**Problem.** The molecule (CH$_3$)$_3$Si–Si–Cl is a silylene: its outer silicon atom, Si5, has only two neighbours, Si2 and chlorine. It is treated here as a triplet, with two unpaired electrons, by a density-functional calculation. Simple halosilylenes have singlet ground states, so this triplet may well be an excited state, and the numbers describe that state only.

Mulliken spin populations and hyperfine couplings (13C, 1H, 29Si, 35Cl) of triplet C[Si](C)(C)[Si]Cl in the gas phase, from PySCF 2.14.0 with unrestricted B3LYP/pcH-1 and density fitting at the GFN2-xTB geometry. A iso includes a mean-field spin-orbit term; the largest dipolar part is the most positive component. Atoms are numbered in SMILES order, hydrogens last; C1 and H7 average all C and H atoms.

```csv
atom,bonded to,spin population (e),A iso (MHz),largest dipolar part (MHz)
C1,H H H Si,0.017,10.7,3.0
Si2,C C C Si,0.230,-63.9,13.7
Si5,Cl Si,1.588,-318.4,83.5
Cl6,Si,0.122,9.1,13.9
H7,C,0.001,2.7,2.6
```

The spin population is the share of the unpaired electrons assigned to an atom. The isotropic hyperfine coupling, A iso, measures how strongly these electrons act on the nucleus once all directions are averaged. The two quantities are related, but they don't run in step.

**(a) Cl6 carries about seven times the spin of C1. Why is its coupling nevertheless slightly the smaller of the two, and why are both silicon couplings negative?**

*Solution.* The isotropic coupling arises from contact between electron and nucleus. Apart from a small spin-orbit term it follows

$$A_{\mathrm{iso}} \propto \frac{g_N\,\rho(0)}{2S}.$$

Here $\rho(0)$ is the density of up spin less that of down spin at the nucleus, and $g_N$ is the magnetic moment of the nucleus per unit of its own spin. The total electron spin $S$ is 1 for a triplet. A coupling in MHz therefore mixes a property of the electrons with a property of the nucleus.

The signs follow at once. The nucleus $^{29}$Si has a negative $g_N$, so an excess of up spin produces a negative coupling. The calculated spin density is indeed positive at both silicon nuclei. The minus signs in the table belong to the nucleus and don't mean that the spin on silicon is reversed.

The order of C1 and Cl6 has two causes. Chlorine's sevenfold lead in spin shrinks to about a twofold lead in spin density at the nucleus, for a reason taken up in part (b). The rest is nuclear: $g_N$ of $^{13}$C is roughly 2.5 times that of $^{35}$Cl, which more than makes up for the remaining deficit. Ranked by spin density at the nucleus, all five rows fall in the order of their spin populations. The two couplings are close, and a larger basis set could change their order, but the nuclear factor would remain.

**(b) Si2 has less than twice the spin of Cl6 but seven times its coupling. Estimate how much of the spin on Si5, Si2 and Cl6 sits in s orbitals, and explain the result.**

*Solution.* Two limiting cases set the scale. An electron in a pure p orbital has a node at the nucleus and gives no direct contact coupling. An electron in the valence s orbital of silicon would give roughly $-4600$ MHz if it were the only unpaired electron. Dividing a real coupling by this atomic value, and undoing the factor $1/(2S)$, gives the amount of s spin:

$$n_s \approx \frac{2S\,A_{\mathrm{iso}}}{A_{\mathrm{atom}}}.$$

For Si5 this is

$$n_s \approx \frac{2\times(-318)}{-4600} \approx 0.14 \text{ electron}.$$

Since Si5 carries 1.588 electrons of spin, only about a tenth of it has s character. The share on Si2 is similar, while on Cl6 it is just a few per cent. The output below gives the same estimate for every row.

Hydrogen shows how far the estimate can be trusted. Its valence shell is a single s orbital, so the s spin ought to equal the spin population. The averaged row H7 is a poor test, because populations of opposite sign largely cancel in it. For the two most strongly coupled hydrogen atoms the estimate gives about 0.019 electron, against a population of 0.011. Even for these atoms, then, the estimate is off by nearly a factor of two. The contrast between Si2 and Cl6 is larger than that, but the small difference between the two silicon atoms is not. Hydrogen has no inner shells, so this test leaves out one further effect: the unpaired electrons slightly polarise the filled inner shells of silicon and chlorine, which also changes the couplings there.

The low s share on Si5 reflects the two orbitals that hold the unpaired electrons. If the Si–Si–Cl chain were straight, both could be pure p orbitals at right angles to the chain, and neither would touch the nucleus directly. Bending the chain mixes s character into the orbital that lies in the plane of the bend. The other, the π orbital, stands perpendicular to that plane and keeps its node at the nucleus. Most of the spin on Si5 is thus nearly silent in the isotropic coupling.

The direction-dependent, or dipolar, part of the coupling supports this picture. For $^{29}$Si, one p electron gives a large negative component along its lobe and two positive ones of half the size. Si2 shows just this pattern, with $-27$, $+13$ and $+14$ MHz. Two electrons in perpendicular p orbitals leave the third direction empty, which turns the pattern round, and Si5 has $+84$, $-65$ and $-19$ MHz. With equal p spin in both orbitals the two negative values would be equal, so their difference suggests that one orbital holds more p spin on Si5 than the other. The table prints only the most positive component, so that column shouldn't be used to rank the nuclei.

The spin on Si2 and Cl6 has leaked out of Si5, by routes that differ in s character. Si2 lies in the plane of the bend, where the π orbital vanishes, so its direct contact density must come from the in-plane orbital. That orbital spreads into the Si–Si bond, for which Si2 supplies a hybrid of s and p, and s character comes along with the spin. On chlorine the unpaired electrons mix mainly with p lone pairs, because the 3s level lies much deeper in energy. This assignment rests on orbital theory, and the estimated s shares agree with it.

**(c) The rows C1 and H7 are averages over three carbon and nine hydrogen atoms. What do they hide, and why are the atoms so unequal?**

*Solution.* No carbon atom in the calculated structure has the printed coupling of 10.7 MHz. Two carbons have about 17 MHz each, and the third has about $-2$ MHz. The molecule has a mirror plane, and it must contain the three atoms Si2, Si5 and Cl6. The odd carbon lies in this plane too, while the other two form a mirror pair, one on each side.

The π orbital on Si5 offers a likely explanation. It can share its spin with a neighbouring Si–C bond only if that bond leans out of the mirror plane, an effect known as hyperconjugation. For a bond turned by an angle $\theta$ away from the axis of the π orbital, seen along the Si–Si bond, the transferred spin varies roughly as $\cos^2\theta$. The in-plane bond has $\theta = 90^\circ$ and receives nothing from the π orbital. The other two have $\theta$ near $30^\circ$ and receive about three quarters of the maximum. By the same rule the second unpaired electron, in the in-plane orbital, should favour the in-plane bond and so make the three carbons more alike. The odd carbon has both a small coupling and a small spin population, which show no sign of this. The in-plane orbital also points partly along the Si–Si bond, so the simple rule needn't hold for it, and its part in the division remains open.

This rule also gives the average a meaning. Three bonds spaced by $120^\circ$ have a mean $\cos^2\theta$ of one half, however the group is turned. If the trimethylsilyl group rotates quickly, each carbon passes through all positions and should show a coupling near the printed mean. If the group is frozen, the unequal values apply. The small negative value of the in-plane carbon is outside the rule, which covers only direct transfer of spin.

The hydrogen atoms are more unequal still. Two of them have about 13 MHz each, and the other seven lie within about 1 MHz of zero, so the printed 2.7 MHz describes none of the nine. The two belong to the out-of-plane methyl groups, one to each, which are also the groups whose carbon atoms carry positive spin.

Within each of these methyl groups, the strongly coupled hydrogen has the smallest dipolar part. Since dipolar coupling falls off with distance, this hydrogen is probably the one pointing away from Si5. Its large isotropic coupling would then have travelled along the bonds, perhaps because a zigzag chain of bonds lets the orbitals overlap best. A zigzag alone isn't enough, though. The in-plane methyl group also has one hydrogen with a clearly smaller dipolar part than the other two, so it probably points away from Si5 as well, yet its isotropic coupling is only about 0.5 MHz. This fits the lack of positive spin on its carbon atom. The role of the zigzag remains a conjecture, which turning one of the out-of-plane methyl groups in the calculation would test.

For a related radical, the same three questions give a first guess at a coupling. How much spin reaches the atom, how much of it enters an s orbital, and how large is the magnetic moment of the nucleus per unit of its spin? For atoms in a group that can turn, the angle to the orbital holding the unpaired electron can strongly affect the first of these.

Output of the analysis:

```
Contact density and rough s spin:
  row  spin population  A iso in MHz  spin density at nucleus in atomic units  rough s spin in electrons
   C1            0.017          10.7                                  0.01902                   0.005632
  Si2             0.23         -63.9                                   0.1441                    0.02778
  Si5            1.588        -318.4                                   0.7188                     0.1384
  Cl6            0.122           9.1                                   0.0398                   0.003193
   H7            0.001           2.7                                   0.0012                   0.003857
Sum of spin over all atoms, electrons: 2
Share of all spin on Si5, percent: 79.4
Size of coupling per unit spin on Si5, MHz: 200.5
Size of coupling per unit spin on Si2, MHz: 277.8
Size of coupling per unit spin on Cl6, MHz: 74.59
Spin of Si2 over spin of Cl6: 1.885
Size of coupling of Si2 over that of Cl6: 7.022
Density at nucleus of Si2 over that of Cl6: 3.622
Spin of Cl6 over spin of C1: 7.176
Coupling of C1 over that of Cl6: 1.176
Density at nucleus of C1 over that of Cl6: 0.4779
Rough s share of the spin on Si5, percent: 8.718
Rough s share of the spin on Si2, percent: 12.08
Rough s share of the spin on Cl6, percent: 2.617
Mean coupling of the two carbons outside the mirror plane, MHz: 17.26
Coupling of the carbon in the mirror plane, MHz: -2.446
Mean coupling of the two strongly coupled hydrogens, MHz: 13.21
Mean coupling of the other seven hydrogens, MHz: -0.3233
Spin-orbit part of the Si5 coupling, percent of its size: 0.2952
Spin-orbit part of the Cl6 coupling, percent: 3.957
```
